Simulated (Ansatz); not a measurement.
## TiO₂: the change of energy above lowest point with volume scale

All results are calculated (Ansatz 0.2.0). Free energy against uniform scaling of the volume at fixed shape and fractions; periodic cell, basis, potentials, k mesh and filling as listed.

The cell before it is scaled or strained (space group I4_1/amd, No. 141):
```
cell vectors (Å)
  -1.8984     1.8984     4.7731
   1.8984    -1.8984     4.7731
   1.8984     1.8984    -4.7731
atoms (fractions of the cell vectors)
Ti  0.00000  0.00000  0.00000
Ti  0.75000  0.25000  0.50000
O   0.20810  0.20810  0.00000
O   0.95810  0.45810  0.50000
O   0.54190  0.04190  0.50000
O   0.79190  0.79190  0.00000
```

Settings of every row: functional PBE; dispersion none; potentials PAW; wave cutoff 470 eV; density cutoff 1880 eV; k mesh 7x7x7; k shift 0x0x0; occupations fixed; smearing width 0 eV; spin none.

```
row  volume scale  V (Å³/atom)  energy above lowest point (meV/atom)
  1        0.9406       10.787                                  43.4
  2        0.9703       11.127                                  13.6
  3             1       11.468                                     0
  4        1.0297       11.809                                   0.3
  5        1.0594       12.149                                     ?
```

Question: what energy above lowest point should row 5 give?

Worked fit of energy above lowest point. Take u = (V_r/V)^(2/3) − 1 with V_r = 11.297 Å³ an atom, which is twice the finite (Eulerian) strain; such expansions in the strain, on which the Birch-Murnaghan equation of state is built, carry the rest volume and the bulk modulus. The shown rows have u = 0.03128, 0.01016, -0.00997, -0.02912. Least squares give energy above lowest point = 4.94 + 675 × u + 17720 × u² meV/atom; a straight line predicts inner rows, each left out in turn, worse (root mean square 10 against 0.062 meV/atom). All shown rows lie on it to the printed digit. Its lowest point lies at u = -0.0190, or V = 11.63 Å³ an atom, and the curvature there gives the bulk modulus at fixed shape and fractions, B = (4/9)(1 + u)² E″(u)/V = 209 GPa. Letting shape and atoms relax would as a rule lower it, by much in layered, chain or molecular crystals. The withheld row has u = -0.04732, so the fit gives 4.94 + 675 × (-0.04732) + 17720 × (-0.04732)² = 12.7 meV/atom.

The calculation gave 12.4 meV/atom. The fit lies 0.3 meV/atom (2.4 % of the value, 0.69 % of the column's range) above it; its largest miss of a shown row is 0.0 meV/atom. This row lies beyond the range of the fit.
